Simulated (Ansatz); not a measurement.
A series in volume per atom on C₂O₅

Equation of state of a cubic crystal from periodic Kohn-Sham density functional theory without spin; pressure corrected for the finite basis. The results are calculated, by Ansatz 0.2.0 development build.

Cell of the first row (space group Pn-3m, No. 224):
```
CELL_PARAMETERS angstrom
4.79410 0.00000 0.00000
0.00000 4.79410 0.00000
0.00000 0.00000 4.79410
ATOMIC_POSITIONS crystal
C 0.00000 0.00000 0.00000
C 0.50000 0.50000 0.00000
C 0.50000 0.00000 0.50000
C 0.00000 0.50000 0.50000
O 0.50000 0.00000 0.00000
O 0.00000 0.50000 0.00000
O 0.00000 0.00000 0.50000
O 0.50000 0.50000 0.50000
O 0.75000 0.75000 0.25000
O 0.75000 0.25000 0.75000
O 0.25000 0.75000 0.75000
O 0.75000 0.25000 0.25000
O 0.25000 0.75000 0.25000
O 0.25000 0.25000 0.75000
```

Settings of every row: formula C2O5; structure type cubic X2O5; functional PBE; spin treatment none; k mesh 22x22x22; occupation method fermi-dirac; occupation width 0.061225619 eV; wave cutoff 420 eV; datasets soft-1 PAW; density cutoff ratio 4.

Limits: a cubic model structure, not a phase known at ambient conditions.

```csv
row,volume per atom (Å³),pressure (GPa),energy above lowest point (meV/atom)
1,7.87,?,?
2,8.038,5.994,6.01
3,8.205,2.821,1.43
4,8.373,-0.039,0
5,8.54,-2.618,1.41
6,8.708,-4.944,5.38
7,8.875,-7.04,11.66
```

Question: what pressure and energy above lowest point should row 1 give?

Worked fit of pressure. Take u = (V_r/V)^(2/3) − 1 with V_r = 8.4565 Å³ an atom, which is twice the finite (Eulerian) strain; such expansions in the strain, on which the Birch-Murnaghan equation of state is built, carry the rest volume and the bulk modulus. The shown rows have u = 0.03442, 0.02033, 0.00664, -0.00653, -0.01935, -0.03169. Least squares give pressure = −1.3627 + 195.587 × u + 523.27 × u² GPa; a straight line predicts inner rows, each left out in turn, worse (root mean square 0.22 against 0.0085 GPa). The rows lie off it by 0.005, -0.009, 0.002, 0.000, 0.007, -0.005 (root mean square 0.0055 GPa). The pressure vanishes at u = 0.0068, or V = 8.37 Å³ an atom, and there the bulk modulus at fixed shape and fractions is B = −V dP/dV = (2/3)(1 + u) dP/du = 136 GPa. The withheld row has u = 0.04908, so the fit gives −1.3627 + 195.587 × (0.04908) + 523.27 × (0.04908)² = 9.497 GPa.

The calculation gave 9.516 GPa. The fit lies 0.019 GPa (0.11 % of the column's range) below it; its largest miss of a shown row is 0.009 GPa. This row lies beyond the range of the fit.

Worked fit of energy above lowest point. Take u = (V_r/V)^(2/3) − 1 with V_r = 8.4565 Å³ an atom, which is twice the finite (Eulerian) strain; such expansions in the strain, on which the Birch-Murnaghan equation of state is built, carry the rest volume and the bulk modulus. The shown rows have u = 0.03442, 0.02033, 0.00664, -0.00653, -0.01935, -0.03169. Least squares give energy above lowest point = 0.365 − 107.06 × u + 7870.6 × u² meV/atom; a straight line predicts inner rows, each left out in turn, worse (root mean square 3.3 against 0.012 meV/atom). The rows lie off it by 0.01, -0.01, 0.00, 0.01, 0.00, 0.00. Its lowest point lies at u = 0.0068, or V = 8.371 Å³ an atom, and the curvature there gives the bulk modulus at fixed shape and fractions, B = (4/9)(1 + u)² E″(u)/V = 136 GPa. The withheld row has u = 0.04908, so the fit gives 0.365 − 107.06 × (0.04908) + 7870.6 × (0.04908)² = 14.07 meV/atom.

The calculation gave 14.09 meV/atom. The fit lies 0.02 meV/atom (0.14 % of the column's range) below it; its largest miss of a shown row is 0.01 meV/atom. This row lies beyond the range of the fit.
